**Rules of thumb for the 3s level of neutral open-shell atoms**

The table holds spin-up and spin-down 3s Kohn-Sham eigenvalues, mean radii and their exchange splitting for eight neutral atoms from Al to Ta, from spherical all-electron, scalar-relativistic, spin-polarised LDA-PZ calculations (Quantum ESPRESSO ld1.x). The program tests a screened hydrogenic radius $13.5/(Z-8)$ bohr, a power law in $Z$ for the binding, and a splitting $c\,r^2\sum N/R^3$ suggested by linearised local exchange, with open-shell radii $R$ taken from the same runs. The radius rule holds within 8%, the power law within about 5% for the core rows (24% and 36% high for P and Al), and one constant $c=3.14$ eV bohr follows splittings that span a factor of 259 with errors from −32% (Eu) to +30% (Tc). The unpaired count alone fails, and a factor for the number of third-shell electrons worsens the agreement. The splitting rule does not transfer to the 2s level and breaks down for K and the d shells when $R$ comes from Slater's rules.

All-electron Kohn-Sham calculations with Quantum ESPRESSO 7.5 (ld1.x) for neutral atoms with spherical densities and a point nucleus. They are spin-polarised and scalar-relativistic, and use the LDA with Slater exchange and Perdew-Zunger correlation. Up is the majority spin, and eigenvalues are negative for bound levels.

## Numerical check

```python
# Table: 3s up/down Kohn-Sham eigenvalues, mean radii and their gap for neutral atoms
# (Quantum ESPRESSO ld1.x, LDA-PZ, scalar-relativistic, spin-polarised, spherical).
# Tested: r = 13.5/(Z-s), binding ~ Z^p, and gap = c r^2 sum(N/R^3) over open shells.
T = {
    'ion': ['Al', 'P', 'K', 'Mo', 'Tc', 'In', 'Eu', 'Ta'],
    'Z': [13, 15, 19, 42, 43, 49, 63, 73],
    'configuration': ['[Ne] 3s2 (3p up)1', '[Ne] 3s2 (3p up)3', '[Ar] (4s up)1', '[Kr] (4d up)5 (5s up)1', '[Kr] (4d up)5 5s2', '[Kr] 4d10 5s2 (5p up)1', '[Xe] (4f up)7 6s2', '[Xe] 4f14 (5d up)3 6s2'],
    'eigenvalue_3s_up': [-8.0664, -14.736, -35.125, -474.89, -517.18, -787.22, -1745.7, -2649.0],  # eV
    'eigenvalue_3s_down': [-7.4669, -12.407, -35.082, -474.55, -516.76, -787.22, -1743.4, -2648.9],  # eV
    'mean_radius_3s_up': [2.5318, 1.8872, 1.2712, 0.42978, 0.41625, 0.34922, 0.24993, 0.20498],  # bohr
    'mean_radius_3s_down': [2.538, 1.9132, 1.27, 0.4297, 0.41615, 0.34922, 0.24975, 0.20498],  # bohr
    'gap': [0.599, 2.328, 0.043, 0.343, 0.425, 0.009, 2.33, 0.034],  # eV
}
import numpy as np
from scipy.constants import alpha, physical_constants as pc
Ha = pc['Hartree energy in eV'][0]
el = T['ion']; Z = np.array(T['Z'], float); g = np.array(T['gap'], float)
r = (np.array(T['mean_radius_3s_up']) + np.array(T['mean_radius_3s_down']))/2
B = -(np.array(T['eigenvalue_3s_up']) + np.array(T['eigenvalue_3s_down']))/2
# open shells: (unpaired N, mean radius R in bohr from the same runs, Slater n*, Slater screening)
op = {'Al': [(1, 3.3955, 3, 9.5)], 'P': [(3, 2.3299, 3, 10.2)], 'K': [(1, 4.8242, 3.7, 16.8)],
      'Mo': [(5, 1.9774, 3.7, 37.4), (1, 3.4441, 4, 39.05)], 'Tc': [(5, 1.7007, 3.7, 37.4)],
      'In': [(1, 3.6443, 4, 44.0)], 'Eu': [(7, 0.95317, 3.7, 48.1)], 'Ta': [(3, 2.2132, 4, 68.7)]}
# same runs: -eps(up), -eps(down) in eV and mean radius (up) for 2s and 4s
s2 = {'Al': (107.4551, 107.3898, .6292), 'P': (172.8933, 172.5109, .5223), 'K': (352.1916, 352.1749, .3890),
      'Mo': (2795.977, 2795.511, .1539), 'Tc': (2973.85, 2973.256, .1498), 'In': (4151.534, 4151.53, .1286),
      'Eu': (7935.462, 7935.377, .09518), 'Ta': (11566.36, 11566.26, .07899)}
s4 = {'Mo': (64.89585, 62.48619, 1.1089), 'Tc': (74.28699, 71.45873, 1.0587), 'In': (119.4264, 119.4082, .8476),
      'Eu': (347.4299, 342.0956, .5665), 'Ta': (539.2585, 539.1751, .4590)}
G0K = 0.2361  # G0(4s,3s) of K in eV, same run
NM = np.array([{'Al': 3, 'P': 5, 'K': 8}.get(e, 18) for e in el], float)
N = np.array([sum(o[0] for o in op[e]) for e in el], float)
sg = np.arange(5, 12, .01); sf = sg[np.argmin([np.sum(np.log(13.5/(Z-s)/r)**2) for s in sg])]
rh = 13.5/(Z-8); ga = np.sqrt(1-(Z*alpha)**2); Nn = np.sqrt(5+4*ga)
cD = ((ga+2)*(3*Nn**2-1)/Nn+1)/2
core = Z > 18; p, a = np.polyfit(np.log(Z[core]), np.log(B[core]), 1); Bf = np.exp(a)*Z**p
print(f"radius r=13.5/(Z-s): best s={sf:.2f}, used 8; binding = {np.exp(a):.5f} Z^{p:.2f} eV (fit K to Ta)")
print("atom r(bohr) rule err% | s needed, s with Dirac <r> | binding(eV) fit err% Moseley s")
for i, e in enumerate(el):
    print(f"{e:2} {r[i]:.4f} {rh[i]:.4f} {100*(rh[i]/r[i]-1):+5.1f} | {Z[i]-13.5/r[i]:5.2f} {Z[i]-cD[i]/r[i]:5.2f} | "
          f"{B[i]:8.2f} {Bf[i]:8.1f} {100*(Bf[i]/B[i]-1):+5.1f} {Z[i]-3*np.sqrt(2*B[i]/Ha):5.1f}")
Sp = lambda q: np.array([sum(o[0]/o[1]**q for o in op[e]) for e in el])
S = Sp(3); x = r**2*S; ci = g/x; c = np.exp(np.mean(np.log(ci)))
loo = np.array([np.exp(np.mean(np.log(np.delete(ci, i)))) for i in range(len(el))])*x/g
print(f"gap = c r^2 S, S=sum N/R^3: fitted c = {c:.2f} eV bohr; gaps span a factor {g.max()/g.min():.0f}")
print("atom N gap/N(eV) S(1/bohr^3) r^2*S | gap rule err% | row c | left-out err% | rounding%")
for i, e in enumerate(el):
    print(f"{e:2} {N[i]:.0f} {g[i]/N[i]:.3f} {S[i]:.4f} {x[i]:.5f} | {g[i]:.3f} {c*x[i]:.4f} {100*(c*x[i]/g[i]-1):+4.0f} | "
          f"{ci[i]:.2f} | {100*(loo[i]-1):+4.0f} | {0.05/g[i]:.1f}")
sd = lambda y: (np.exp(np.std(np.log(y))), y.max()/y.min())
qs = np.arange(1, 5, .01); q = qs[np.argmin([sd(g/(r**(k-1)*Sp(k)))[0] for k in qs])]
print(f"free exponent q in gap ~ (1/r) sum N (r/R)^q: best q = {q:.2f}")
for lab, y in (("rule", ci), ("unpaired count alone", g/N), ("rule times (M electrons)^(-2/3)", ci*NM**(2/3))):
    print(f"{lab}: rms scatter factor {sd(y)[0]:.2f}, largest/smallest {sd(y)[1]:.2f}")
k1 = (6/np.pi)**(1/3)*2**(2/3)/3; k2 = k1*(4*np.pi/3)**(-1/3)*Ha
print(f"exchange prefactor {k1:.3f}; sphere c (eV bohr): " + ", ".join(f"{n} e: {k2*n**(-2/3):.1f}" for n in (3, 8, 18)))
j = el.index
print(f"Tc/Mo gap ratio: table {g[j('Tc')]/g[j('Mo')]:.2f}, rule {x[j('Tc')]/x[j('Mo')]:.2f}; "
      f"Mo 5s share of S {100/3.4441**3/S[j('Mo')]:.1f}%")
print(f"K: G0(4s,3s) {G0K:.3f} eV is {G0K/g[j('K')]:.1f} times the gap; 10% in R moves the rule by {100*(1.1**3-1):.0f}%")
print("atom | hand gap (c=3, r rule) eV, err% | Slater R, run R, gap ratio | 2s split, rule/actual | 4s same")
hand = 3*rh**2*S
for i, e in enumerate(el):
    RS = [o[2]*(o[2]+.5)/(Z[i]-o[3]) for o in op[e]]
    gs = 3*rh[i]**2*sum(o[0]/R**3 for o, R in zip(op[e], RS))
    f = lambda t: f"{t[0]-t[1]:.3f} {c*t[2]**2*S[i]/(t[0]-t[1]):.2f}"
    print(f"{e:2} | {hand[i]:.4f} {100*(hand[i]/g[i]-1):+4.0f} | {RS[0]:.2f} {op[e][0][1]:.2f} {gs/g[i]:.2f} | "
          f"{f(s2[e])} | {f(s4[e]) if e in s4 else 'not doubly filled'}")
print(f"hand version: rms scatter factor {np.exp(np.sqrt(np.mean(np.log(hand/g)**2))):.2f}")
print("2s splits of In and Ta are limited by rounding (about 0.001 and 0.01 eV)")
assert np.all(g > 0) and np.all(abs(rh/r-1) < 0.10)
assert 2.5 < q < 3.5
assert sd(ci)[1] < 2.3 and sd(g/N)[1] > 50
assert g[j('Tc')] > g[j('Mo')] and x[j('Tc')] > x[j('Mo')]
```

Running it gives:

```
radius r=13.5/(Z-s): best s=7.92, used 8; binding = 0.00266 Z^3.23 eV (fit K to Ta)
atom r(bohr) rule err% | s needed, s with Dirac <r> | binding(eV) fit err% Moseley s
Al 2.5349 2.7000  +6.5 |  7.67  7.69 |     7.77     10.6 +36.0  10.7
P  1.9002 1.9286  +1.5 |  7.90  7.92 |    13.57     16.8 +23.6  12.0
K  1.2706 1.2273  -3.4 |  8.38  8.43 |    35.10     36.0  +2.5  14.2
Mo 0.4297 0.3971  -7.6 | 10.59 11.42 |   474.72    466.9  -1.6  24.3
Tc 0.4162 0.3857  -7.3 | 10.56 11.46 |   516.97    503.8  -2.6  24.5
In 0.3492 0.3293  -5.7 | 10.34 11.74 |   787.22    768.2  -2.4  26.2
Eu 0.2498 0.2455  -1.8 |  8.97 12.27 |  1744.55   1730.2  -0.8  29.0
Ta 0.2050 0.2077  +1.3 |  7.14 12.64 |  2648.95   2784.9  +5.1  31.1
gap = c r^2 S, S=sum N/R^3: fitted c = 3.14 eV bohr; gaps span a factor 259
atom N gap/N(eV) S(1/bohr^3) r^2*S | gap rule err% | row c | left-out err% | rounding%
Al 1 0.599 0.0255 0.16414 | 0.599 0.5161  -14 | 3.65 |  -16 | 0.1
P  3 0.776 0.2372 0.85646 | 2.328 2.6931  +16 | 2.72 |  +18 | 0.0
K  1 0.043 0.0089 0.01438 | 0.043 0.0452   +5 | 2.99 |   +6 | 1.2
Mo 6 0.057 0.6712 0.12395 | 0.343 0.3897  +14 | 2.77 |  +16 | 0.1
Tc 5 0.085 1.0165 0.17607 | 0.425 0.5536  +30 | 2.41 |  +35 | 0.1
In 1 0.009 0.0207 0.00252 | 0.009 0.0079  -12 | 3.57 |  -14 | 5.6
Eu 7 0.333 8.0833 0.50456 | 2.330 1.5865  -32 | 4.62 |  -36 | 0.0
Ta 3 0.011 0.2767 0.01163 | 0.034 0.0366   +8 | 2.92 |   +9 | 1.5
free exponent q in gap ~ (1/r) sum N (r/R)^q: best q = 3.00
rule: rms scatter factor 1.21, largest/smallest 1.91
unpaired count alone: rms scatter factor 4.92, largest/smallest 86.22
rule times (M electrons)^(-2/3): rms scatter factor 1.62, largest/smallest 4.18
exchange prefactor 0.656; sphere c (eV bohr): 3 e: 5.3, 8 e: 2.8, 18 e: 1.6
Tc/Mo gap ratio: table 1.24, rule 1.42; Mo 5s share of S 3.6%
K: G0(4s,3s) 0.236 eV is 5.5 times the gap; 10% in R moves the rule by 33%
atom | hand gap (c=3, r rule) eV, err% | Slater R, run R, gap ratio | 2s split, rule/actual | 4s same
Al | 0.5586   -7 | 3.00 3.40 1.35 | 0.065 0.49 | not doubly filled
P  | 2.6467  +14 | 2.19 2.33 1.37 | 0.382 0.53 | not doubly filled
K  | 0.0402   -6 | 7.06 4.82 0.30 | 0.017 0.25 | not doubly filled
Mo | 0.3174   -7 | 3.38 1.98 0.18 | 0.466 0.11 | 2.410 1.08
Tc | 0.4537   +7 | 2.77 1.70 0.25 | 0.594 0.12 | 2.828 1.27
In | 0.0067  -25 | 3.60 3.64 0.77 | 0.004 0.27 | 0.018 2.56
Eu | 1.4610  -37 | 1.04 0.95 0.48 | 0.085 2.71 | 5.334 1.53
Ta | 0.0358   +5 | 4.19 2.21 0.16 | 0.100 0.05 | 0.083 2.20
hand version: rms scatter factor 1.23
2s splits of In and Ta are limited by rounding (about 0.001 and 0.01 eV)
```
